Question

The table gives orbital eigenvalues ε and mean radii <r> for singly charged ions of nuclear charge Z, from relativistic Hartree-Fock calculations. Electron correlation is absent, open shells are averaged over the configuration, and an eigenvalue takes no account of how the other electrons relax when one is removed. The eigenvalues are therefore not to be read as measured ionisation energies.

Singly charged ions of the second and third periods, computed with the B-spline radial atomic code version 1 using all-electron, four-component Dirac-Coulomb Hartree-Fock at the radial basis-set limit. Each ion is spherical, averaged over its nl configuration, and has a Fermi nucleus; ε is an orbital eigenvalue and <r> an orbital mean radius.

```
species   Z  electrons  configuration  ε(1s1/2) (hartree)  ε(2p1/2) (hartree)  ε(2p1/2) − ε(1s1/2) (hartree)  <r>(1s1/2) (bohr)  <r>(2p1/2) (bohr)  <r>(2p1/2)/<r>(1s1/2)
     C+   6          5   [He] 2s2 2p1            -11.9034           -0.904844                        10.9985            0.26795             1.4715                 5.4917
     N+   7          6   [He] 2s2 2p2            -16.3062            -1.07219                        15.2340            0.22789             1.2553                 5.5086
     O+   8          7   [He] 2s2 2p3            -21.3984            -1.24497                        20.1535            0.19825             1.0956                 5.5264
     F+   9          8   [He] 2s2 2p4            -27.1816            -1.42381                        25.7578            0.17543            0.97244                 5.5433
    Ne+  10          9   [He] 2s2 2p5            -33.6572            -1.60917                        32.0480            0.15731            0.87444                 5.5588
    Mg+  12         11       [Ne] 3s1            -49.4518            -2.60950                        46.8423            0.13028            0.68187                 5.2340
    Al+  13         12       [Ne] 3s2            -58.9448            -3.53257                        55.4122            0.11991            0.59855                 4.9917
    Si+  14         13   [Ne] 3s2 3p1            -69.3549            -4.62489                        64.7300            0.11105            0.53339                 4.8029
     P+  15         14   [Ne] 3s2 3p2            -80.6279            -5.83032                        74.7976            0.10340            0.48143                 4.6559
     S+  16         15   [Ne] 3s2 3p3            -92.7664            -7.15106                        85.6153           0.096722            0.43893                 4.5380
    Cl+  17         16   [Ne] 3s2 3p4            -105.773            -8.58859                        97.1842           0.090841            0.40344                 4.4412
    Ar+  18         17   [Ne] 3s2 3p5            -119.650            -10.1440                        109.506           0.085622            0.37333                 4.3602
```

(a) Describe how the ratio <r>(2p1/2)/<r>(1s1/2) runs in each period, and explain it.
(b) Build a screening model from C+ to Ne+ alone and use it to estimate the ratio in Ar+.
(c) Take second differences of both eigenvalues and of their gap from Mg+ to Ar+. Which row is out of line, and why?

Model answer

(a) Both orbitals shrink from each ion to the next, but their ratio does not run one way. It creeps up from 5.49 in C+ to 5.56 in Ne+, then falls from 5.23 in Mg+ to 4.36 in Ar+.

In a hydrogen-like ion the mean radii, in bohr, are 1.5/ζ for 1s and 5/ζ for 2p, where ζ is the charge that the electron feels. Let each orbital have its own screening, σ1 for 1s and σ2 for 2p:

ratio = (10/3) (Z − σ1)/(Z − σ2)

The ratio exceeds 10/3 because 2p is screened more than 1s. How it changes depends on which effective charge grows faster in relative terms.

The radii give a σ1 that stays between 0.40 and 0.49, so 1s feels almost the whole of each added proton. For 2p the two periods differ. From C+ to Ne+ each new electron enters 2p itself. Electrons of one shell lie partly inside one another's orbits, and σ2 rises by about 0.42 per electron. The 2p orbital therefore gains only about 0.58 of a charge unit per step. As its effective charge is smaller to begin with, this is nearly the same relative gain as that of 1s, and the ratio hardly moves. A flat ratio would need steps in σ2 of 0.40 to 0.41; the actual steps, 0.415 to 0.424, are slightly larger, hence the slow rise.

From Mg+ on, 2p is full and new electrons go into the third shell. By Gauss's law, charge outside an orbital exerts no net force on it if the charge is spherical. The radii bear this out: σ2 stays between 4.61 and 4.67 while six electrons are added. Both orbitals now gain about one full unit per step, which is the larger relative gain for 2p, so the ratio falls towards 10/3.

The drop between Ne+ and Mg+ belongs to the same account. Z rises by two there, but only one of the two added electrons enters 2p.

(b) With n the number of 2p electrons, a straight line through the five second-period ions gives σ2 = 2.179 + 0.4201 n, and their mean σ1 is 0.434. For Ar+, with n = 6:

σ2 = 2.179 + 6 × 0.4201 = 4.700
ratio = (10/3) × (18 − 0.434)/(18 − 4.700) = 4.40

The table has 4.36, so the estimate is 1.0% too high, for an ion that had no part in the fit.

(c) The row is Al+. The second difference of ε(2p1/2) is −0.169 hartree there and −0.113 at Si+; for ε(1s1/2) the values are −0.917 and −0.863. The gap shows almost nothing, with 0.748 and 0.750.

An outer electron that exerts no force still adds a nearly constant repulsive potential, roughly its mean 1/r, to everything inside it. That raises both inner eigenvalues by nearly the same amount and cancels in the gap. The electron added on going to Al+ is 3s; the next is 3p. Further output of the same calculation for S+ gives 3s a mean 1/r larger by 0.116 per bohr than that of 3p1/2. A 3s electron should therefore raise the inner levels more, which is the direction of the kink. This difference is about twice the kink, but it comes from another ion and leaves out how the electrons already present rearrange.

The electron-nucleus energies of the same runs include that rearrangement. Divided by −Z, they give the sum of mean 1/r over all electrons. The second difference of this sum is 0.095 per bohr at Al+ and 0.163 at Si+, so it is lower by 0.068 at Al+. The kink in ε(2p1/2) has the same sign and nearly the same size, 0.056 hartree. The inner shells contribute to the sum too, but their part should grow almost linearly with Z, so the unevenness comes mainly from the third shell.

Remarks on the reasoning

An answer to (a) that says only "screening increases" misses the point, because the ratio rises only if the step in σ2 exceeds a threshold. Slater's rules show how fine the balance is. Their step of 0.35 lies below the threshold, and they make the ratio fall by 1.2% from C+ to Ne+, where the table has a rise of 1.2%. The fitted model has the right sign but makes the rise 2.2%, mainly because it holds σ1 fixed.

The claim that third-shell electrons do not count for the 2p radius can be tested by letting them count. If σ2 went on growing with every electron, the predicted ratio would be 7% too high in Mg+ and 30% too high in Ar+. The model with σ2 frozen is 0.9 to 1.2% too high over the same seven ions. Relativity cannot produce the fall either: at these effective charges it contracts the two orbitals of Ar+ by only about half a per cent each, and most of that cancels in the ratio.

In (c) a careful candidate may object that 3s closes at Al+, where the program's choice among closed s orbitals could shift the 1s eigenvalue by convention. The 2p level has no such freedom in these ions, yet its kink is nearly the same size, so convention can hardly be the main cause.

It is an error to carry σ2 over into the energy. For Ne+ the formula −(Z − σ2)²/8 gives −4.09 hartree, against −1.61 in the table. The radius responds to force and the eigenvalue to potential, and charge lying further out than an electron supplies the second without the first. In Ne+ such charge belongs to the other second-shell electrons; in the later ions the third shell adds to it. In S+ the five third-shell electrons, if they lay wholly outside, would raise an inner level by 3.7 hartree, more than half the size of ε(2p1/2) itself.

The output printed below gives the errors of the model row by row.

For a neighbouring ion, ask first where the added electron goes. If it enters 2p along with a new proton, expect the ratio to stay nearly level; if it goes further out, or if a proton is added with no electron at all, expect the ratio to fall.

Printed output of the fit:

```
fit on C+..Ne+ only: s2 = 2.179 + 0.4201*n2p (max resid 0.0032); mean s1 = 0.434, ds1/dZ = 0.0157
s = screening from radius (D: Dirac inversion); sE = Z-sqrt(8|e2p|); sM = Z-sqrt(8gap/3)
ion    s1   s1D    s2   s2D    sE    sM  ratio model  err% Slater err%
C+   0.402 0.405 2.602 2.603 3.310 0.584 5.492 5.455 -0.66 5.278 -3.90
N+   0.418 0.423 3.017 3.018 4.071 0.626 5.509 5.498 -0.19 5.255 -4.61
O+   0.434 0.441 3.436 3.439 4.844 0.669 5.526 5.530 +0.06 5.238 -5.22
F+   0.450 0.461 3.858 3.861 5.625 0.712 5.543 5.555 +0.20 5.225 -5.74
Ne+  0.465 0.480 4.282 4.286 6.412 0.755 5.559 5.574 +0.28 5.215 -6.18
Mg+  0.486 0.513 4.667 4.676 7.431 0.824 5.234 5.281 +0.90 4.968 -5.08
Al+  0.491 0.525 4.646 4.660 7.684 0.844 4.992 5.046 +1.10 4.783 -4.17
Si+  0.493 0.536 4.626 4.645 7.917 0.862 4.803 4.862 +1.24 4.636 -3.47
P+   0.493 0.547 4.614 4.640 8.170 0.877 4.656 4.714 +1.24 4.516 -3.00
S+   0.492 0.557 4.609 4.643 8.436 0.890 4.538 4.592 +1.18 4.416 -2.68
Cl+  0.488 0.567 4.607 4.651 8.711 0.902 4.441 4.489 +1.08 4.332 -2.46
Ar+  0.481 0.576 4.607 4.663 8.992 0.912 4.360 4.402 +0.97 4.260 -2.30
rounding floor on s: up to 0.0007 (1s), 0.0002 (2p); ratio 0.00005
s2 steps C+..Ne+: 0.415 0.419 0.422 0.424 ; Ne+->Mg+ 0.385; predicted full-shell s2 4.700
step a needed for flat ratio, C+..Ne+: 0.403 0.404 0.406 0.408 0.410
s2 range Mg+..Ar+: 4.607-4.667; Dirac inversion 4.640-4.676
ratio change % table: C+->Ne+ +1.22, Ne+->Mg+ -5.84, Mg+->Ar+ -16.69
ratio change % model: C+->Ne+ +2.18, Ne+->Mg+ -5.26, Mg+->Ar+ -16.64
ratio change % Slater: C+->Ne+ -1.19, Ne+->Mg+ -4.73, Mg+->Ar+ -14.26
rival s2 grows with every electron, err% Mg+..Ar+: 7.1 12.5 17.1 21.0 24.3 27.1 29.6
ratio/(10/3): C+ 1.648 Ne+ 1.668 Mg+ 1.570 Ar+ 1.308
Dirac contraction % at radius zeta, Ar+: 1s 0.55, 2p1/2 0.42
e2p/e1s (hydrogenic 0.25): C+ 0.0760 Ne+ 0.0478 Mg+ 0.0528 Ar+ 0.0848
second differences, hartree, centred N+..F+ | Al+..Cl+ (floor 0.0002, up to 0.002 near Ar+)
  e1s -0.689 -0.691 -0.692 | -0.917 -0.863 -0.866 -0.868 -0.870
  e2p -0.005 -0.006 -0.007 | -0.169 -0.113 -0.115 -0.117 -0.118
  gap 0.684 0.685 0.686 | 0.748 0.750 0.750 0.751 0.753
  bare Dirac gap 0.753 0.754 0.754 | 0.759 0.761 0.763 0.764 0.766
kink, Al+ minus Si+ second difference: e1s -0.054 e2p -0.056 gap -0.002 hartree
e2p steps C+..Ne+ table: -0.167 -0.173 -0.179 -0.185 ; Mg+..Ar+: -0.923 -1.092 -1.205 -1.321 -1.438 -1.555
  -z^2/8 steps: -0.540 -0.620 -0.701 -0.782 ; with +s*z/4: -0.122 -0.080 -0.040 -0.000
  values C+..Ne+ -z^2/8: -1.443 -1.983 -2.603 -3.305 -4.087 ; with +s*z/4: -1.443 -1.565 -1.645 -1.685 -1.685
O+ e1s: pair -27.17 (rel -0.02) + outer 6.29 = -20.88; table -21.40; miss +0.52 hartree = 8.2% of outer
S+ e1s: pair -118.55 (rel -0.41) + outer 27.70 = -90.85; table -92.77; miss +1.92 hartree = 6.9% of outer
S+ n=3 outer potential 3.74 hartree; <1/r> 3s minus 3p1/2 0.116
```
